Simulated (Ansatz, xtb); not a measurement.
**Two isomers of C3H7NSSi**

Structure X: `C[Si@@H](C#N)CS`, a singlet. Structure Y: `C[Si@@H](S)CC#N`, a singlet. Both are isolated molecules in the gas phase, relaxed with B3LYP/def2-SVP, each in the lowest conformer that the search found.

X (Å):

```xyz
13

C     0.4404   -1.6780   -1.7938
C    -1.2641    0.8164   -2.1193
C     0.8701    0.8670    0.0111
N    -2.3370    1.2003   -2.3447
S     0.8245    2.7030    0.1236
Si    0.4593    0.1992   -1.7095
H     1.4416   -2.0818   -1.5710
H     0.1523   -2.0197   -2.8006
H    -0.2728   -2.1033   -1.0703
H     1.3686    0.7897   -2.7254
H     1.9110    0.5930    0.2510
H     0.2358    0.4117    0.7890
H    -0.4707    2.8556   -0.2397
```

Y (Å):

```tsv
atom	x (Å)	y (Å)	z (Å)
C	-2.2299	1.6079	-0.7377
C	0.5403	1.1426	0.5840
C	0.9021	0.0913	-0.3536
N	1.1204	-0.7652	-1.1055
S	-2.0308	-0.6253	1.7901
Si	-1.3595	1.2137	0.8781
H	-2.0103	0.8421	-1.4991
H	-3.3204	1.6424	-0.5893
H	-1.9016	2.5850	-1.1300
H	-1.6026	2.2573	1.9120
H	-1.6479	-1.4104	0.7537
H	1.0434	0.9699	1.5496
H	0.8837	2.1190	0.1997
```

Q: Which of the two would you expect CCSD(T)/def2-SVP + ΔMP2/def2-TZVPP electronic energies to favour?

A: Structure Y; the calculation gives E(Y) − E(X) = −0.685 eV.

The same difference at several levels:

```
                             level        geometry  E(Y) − E(X) (eV)  departure from the last row (eV)  job, with rough time for the two
                          GFN2-xTB        GFN2-xTB              −1.362                            −0.677               optimisation, 0.2 s
                         HF/STO-3G        GFN2-xTB              −0.190                            +0.495              single point, 0.36 s
                r2SCAN-D4/def2-SVP        GFN2-xTB              −0.823                            −0.137               single point, 2.9 s
                    B3LYP/def2-SVP  B3LYP/def2-SVP              −0.748                            −0.063                optimisation, 30 s
                       HF/def2-SVP  B3LYP/def2-SVP              −0.767                            −0.081           part of the CCSD(T) run
                      MP2/def2-SVP  B3LYP/def2-SVP              −0.746                            −0.060           part of the CCSD(T) run
                  CCSD(T)/def2-SVP  B3LYP/def2-SVP              −0.710                            −0.025                      single point
CCSD(T)/def2-SVP + ΔMP2/def2-TZVPP  B3LYP/def2-SVP              −0.685                                                  single point, 29 s
```

As drawn, Y has 1 S–Si, 1 C–C in place of 1 C–Si, 1 C–S.

None of the levels shown reverses the order. The largest departure from CCSD(T)/def2-SVP + ΔMP2/def2-TZVPP is that of GFN2-xTB, 0.677 eV. The last row adds to CCSD(T) the change of the MP2 difference between the two basis sets, here +0.025 eV.

With thermal terms from frequencies at re-optimised GFN2-xTB minima (ideal gas, soft modes damped towards free rotors, one conformer each, 298.15 K, 1 atm): the zero-point term adds +0.016 eV; ΔH is −0.673 and ΔG −0.661 eV.

The correlated steps freeze 14 core orbitals. Programs: Ansatz 0.2.0, xtb 6.7.1; the last row on 2 threads of Intel(R) Xeon(R) 6975P-C (Granite Rapids) on a shared host.

Y's advantage fits the exchange of bonds. Moving sulfur from carbon to silicon replaces a nearly nonpolar C–S bond with a more polar Si–S bond, strengthened by silicon's low electronegativity. Moving the cyano group the other way gives a compact C–C bond with better orbital overlap than Si–C, although the polarity of the Si–CN bond probably offsets part of that gain. The total difference doesn't show how much each exchange contributes.

Hartree–Fock in the def2-SVP basis already gives −0.767 eV, so the preference doesn't originate in electron correlation, which only trims it. The much smaller gap with STO-3G probably reflects the minimal basis, which lacks the polarisation and radial flexibility needed to describe polar bonds at silicon. Geometry is unlikely to be the main cause, since r2SCAN-D4 gives −0.823 eV at the same structures. Thermal terms barely alter the balance, as expected for two open-chain isomers of similar flexibility. The preference is thermodynamic and says nothing about how readily X would rearrange to Y.
